How far do the energy, the shape and the band gap of a semiconductor under tension follow from its behaviour under compression? The crystal here is AlGaN₂ of zinc-blende type, with Al and Ga layers alternating along c. It is strained along a while b and c adjust freely. This is the situation of a bar pulled at its ends, not of a film clamped to a substrate.

AlGaN₂ (4-atom cell, space group P-4m2) under uniaxial strain along a, with b, c and the atoms relaxed and the cell angles held. Calculated with Ansatz 0.2.0 using the LDA, plane waves and PAW, scalar-relativistic and without spin polarisation, with a 420 eV cutoff and an 8×8×6 k mesh. Changes are relative to the relaxed unstrained crystal, and gaps are taken on the k mesh.

| strain (%) | energy change (meV/atom) | volume change (%) | a change (%) | c change (%) | band gap (eV) | gap kind |
| --- | --- | --- | --- | --- | --- | --- |
| -6 | 41.6 | -3.32 | -6.00 | 3.42 | 2.722 | indirect |
| -4 | 17.8 | -2.13 | -4.00 | 2.34 | 2.921 | indirect |
| -2 | 4.2 | -1.02 | -2.00 | 1.20 | 3.011 | direct |
| 2 | 3.9 | 0.93 | 2.00 | -1.28 | 2.939 | indirect |
| 4 | ? | ? | ? | ? | ? | ? |
| 6 | ? | ? | ? | ? | ? | ? |

Strain is the imposed change of a, positive in tension. Energy, volume and lengths are counted from the relaxed crystal. The known rows cover compression to 6 % but tension only to 2 %, so the two missing rows ask for an extrapolation.

### Energy: a spring that softens when stretched

In the limit of very small strain, the energy must rise as the square of the strain, because the unstrained crystal is relaxed. Energy divided by strain squared would then be constant. In the known rows it falls instead from 1.16 meV/atom per %² at −6 % to 0.98 at +2 %. The crystal becomes stiffer when squeezed and softer when stretched, as the bond of a diatomic molecule does.

The first correction to a quadratic energy is a cubic term. Least squares on the four known rows gives, with strain $s$ in per cent and energy $E$ in meV/atom,

$$E = 1.02\,s^2 - 0.0226\,s^3 .$$

The quadratic term corresponds to a Young's modulus of about 307 GPa along a. The cubic term adds energy in compression and removes it in tension. Since most of the known rows are compressed, its use at +6 % assumes that no further term matters there.

### Shape: zigzags that flatten

Each N atom has two bonds that form a zigzag along a and two that form a zigzag along b. A chain of rigid rods joined by hinges shows what a pull along a does: the zigzag along a flattens and loses height along c. If all bonds kept their length and b stayed fixed, c would shrink at first by the same percentage as a grows, and the volume would hardly change. In the opposite limit, with b and c held, the volume would grow by the full strain.

The crystal lies between these limits. At +2 %, c shrinks by 0.64 of the strain and the volume grows by 0.47 of it. Real bonds stretch as well as turn, which is where the picture of rigid rods ends. It does explain a trend, however: the flatter a zigzag already is, the more height it loses for the next bit of length. The contraction of c should therefore grow faster than the strain, and the volume more slowly.

Two terms each, fitted by least squares to the same four rows, describe this. With the changes of volume, $v$, and of c, $u$, in per cent,

$$v = 0.4878\,s - 0.01096\,s^2, \qquad u = -0.6202\,s - 0.00846\,s^2 .$$

The change of b follows from $v$, $u$ and $s$, because the angles stay fixed. It has the sign of the strain and is only about a tenth as large.

### Gap: two effects that act together in tension

The known gaps are less simple. The largest is at −2 %, and the table has no row for the unstrained crystal. One label is doubtful: +2 % is called indirect, but the output of that run places both band edges at the zone centre, which makes its gap direct. A parabola fitted by least squares to all four gaps passes within 0.006 eV of each, which makes it tempting to continue it.

Its curvature, however, rests on three compressed rows and only one stretched row, and the gap changes from direct to indirect between −2 and −4 %. A straight line through the gaps at −6 and −4 % would reach a value 0.11 eV above the computed gap at −2 %. That is what one finds if another pair of band edges sets the gap in strong compression. A smoothly curved gap would also lie below this line, so the change of label is the stronger hint. If the edges do change, the curvature has no reason to carry over into tension.

Two limiting deformations suggest a better route. In a pure expansion, longer bonds weaken the antibonding overlap in the s-like conduction edge, and this edge moves down. In a pure change of shape at constant volume, the three N p states near the valence top shift apart, and one that points along a shortened axis moves up. Tension along a expands the crystal and shortens c. If the state along c forms the valence top, both effects close the gap.

Starting from the gap at +2 %, the model reads

$$E_g(s) = E_g(2) + D_V\,[v(s)-v(2)] + 2D_t\,[t(s)-t(2)] .$$

Here $t$ is the mean strain of a and b minus the strain of c, and strains enter as fractions. The deformation potentials, which state how far a level moves per unit strain, are rough recalled values for cubic nitrides: $D_V=-8$ eV for the gap and $D_t=-1.8$ eV for the valence splitting.

For +4 %, the fits above give a volume change of 1.776 % against 0.932 % at +2 %. The expansion part is therefore

$$-8\ \text{eV}\times 0.00844 = -0.068\ \text{eV}.$$

The shape part needs the predicted changes of b, 0.49 % at +4 % and 0.23 % at +2 %:

$$t(4)=\tfrac12(4.00+0.49)+2.616=4.861\ \%,$$

$$t(2)=\tfrac12(2.00+0.23)+1.274=2.389\ \%.$$

The difference of 2.472 %, multiplied by $2D_t$, gives −0.089 eV. Together the two parts lower the gap from 2.939 to 2.782 eV.

This estimate has a weak point. It assumes that an s-like conduction edge and the N p state along c bound the gap. The alternating layers, however, set the state along c apart from the other two before any strain is applied, so it need not be the highest. The known gaps do not test the assumption. The range given for the gap is therefore wide enough to include the parabola.

### Forecasts

The ranges are judgements about the extrapolation, not statistical intervals.

- **Energy change:** 14.9 ± 0.5 meV/atom at +4 % and 31.8 ± 1.5 meV/atom at +6 %, less than for equal compression.
- **Volume change:** +1.78 ± 0.05 % and +2.53 ± 0.12 %, less than proportional to strain.
- **c change:** −2.62 ± 0.06 % and −4.03 ± 0.20 %, more than proportional to strain.
- **Band gap:** 2.78 ± 0.08 eV and 2.63 ± 0.15 eV, falling at both steps.
- **Gap kind:** no forecast, because the label at +2 % conflicts with the band edges of that run.

The withheld rows as computed:

| strain (%) | energy change (meV/atom) | volume change (%) | a change (%) | c change (%) | band gap (eV) | gap kind |
| --- | --- | --- | --- | --- | --- | --- |
| 4 | 15.1 | 1.75 | 4.00 | -2.63 | 2.818 | direct |
| 6 | 32.7 | 2.46 | 6.00 | -4.07 | 2.696 | direct |

### What the computed values show

All eight numerical results lie within their ranges, and the stated trends hold. The central values still miss, and each quantity misses in the same direction at both strains. These misses show where the simple model stops.

The energy comes out higher than forecast, by 0.2 meV/atom at +4 % and 0.9 meV/atom at +6 %. The crystal goes on softening, but less than the cubic term alone would have it. A positive term in the fourth power of the strain would act in this way, and the model has none. The asymmetry itself is large: stretching by 6 % costs 32.7 meV/atom, while squeezing by 6 % costs 41.6.

The volume grows slightly less than forecast, by 0.07 percentage points at +6 %. More than half of this comes from c, which contracts by 0.04 points more than expected, and the rest from b. The loss of height thus speeds up a little more than the two-term fit allows. This agrees with the zigzag picture but does not prove it. The direct test would be to work out the bond lengths and zigzag angles from the relaxed cells and atomic positions of the runs, which has not been done here.

The smooth energy and shape do not prove that the crystal would survive such a pull. The calculation keeps the cell angles and the symmetry fixed, so it cannot find a distortion that breaks them.

The gap gives the sharpest comparison. The computed values of 2.818 and 2.696 eV lie above the forecasts by 0.04 and 0.07 eV. The parabola is too low by 0.06 eV at +4 % and by 0.20 eV at +6 %. It followed the known gaps closely and still failed, because it continued the bend of the known rows into tension.

Beyond +2 % the computed gap does not bend noticeably. It falls by about 0.06 eV for each per cent of strain, both from +2 to +4 % and from +4 to +6 %. Band edges that shift in proportion to strain would give such a line. The outputs of the runs extend this line back to zero strain, where the gap is 3.055 eV. On the k mesh, both edges stay at the zone centre from there to +6 %, so the odd label at +2 % marks no change of edges.

The deformation model also gives a nearly straight line, but too steep a one. From +2 to +6 % it predicts a fall of 0.309 eV, where the calculation gives $2.939-2.696=0.243$ eV. The predicted fall is too large by a factor of about 1.3, and the same factor appears at +4 %. An error that scales in this way points to the strength of the assumed shifts rather than to a missing curvature.

The separate band edges in the outputs show where to look. The conduction edge moves almost evenly through zero strain: up by 0.21 eV at −2 %, down by 0.20 eV at +2 %. The valence edge does not. It rises by 0.25 eV when the crystal is squeezed by 2 %, but sinks by only 0.09 eV when it is stretched by 2 %. The zero of this energy scale shifts smoothly with the cell, so the kink belongs to the valence edge itself.

Symmetry suggests the reason. In the unstrained crystal a and b are equivalent, so the N p states along them have the same energy. Strain along a separates the pair: squeezing should lift the state along a to the top, and stretching should leave the state along b there. A kink at zero strain is what such a pair gives when it forms the valence top. The forecast used the state along c instead. Since c shortens while b hardly changes, the state along b is expected to rise less, which would make the predicted fall too large, as found. The outputs do not name the orbitals, so this remains an inference, and the recalled potentials may add an error of their own.

In strong compression a second change follows. At −4 and −6 % the lowest conduction state lies away from the zone centre, as the labels say. This puts the gap only 0.01 eV below the smallest direct gap on the mesh at −4 %, and 0.09 eV below it at −6 %, so most of the closing in compression happens without it. The mesh can miss band edges that lie between its points, so the strain at which the conduction edge changes, and the small difference at −4 % in particular, are uncertain. The parabola smoothed over both changes.

The gap kind was left open, so its entries count as neither hit nor miss. The label also needs care in this crystal. The alternating layers fold a conduction valley from the edge of the zinc-blende zone onto the zone centre, so a gap called direct here need not be the direct gap of the parent structure. For the same reason, the conduction edge need not be as purely s-like as the forecast assumed. The LDA, run here on PAW datasets made for PBE, also makes gaps too small, which is why the change with strain carries more weight here than the absolute values.

What carries over from compression to tension is therefore the elastic response, with its first correction. The gap does not carry over in the same way. Compression and tension probably bring different valence states to the top, and the smooth curve through the known rows missed the tension side by more than the rough estimate from assumed band edges did.
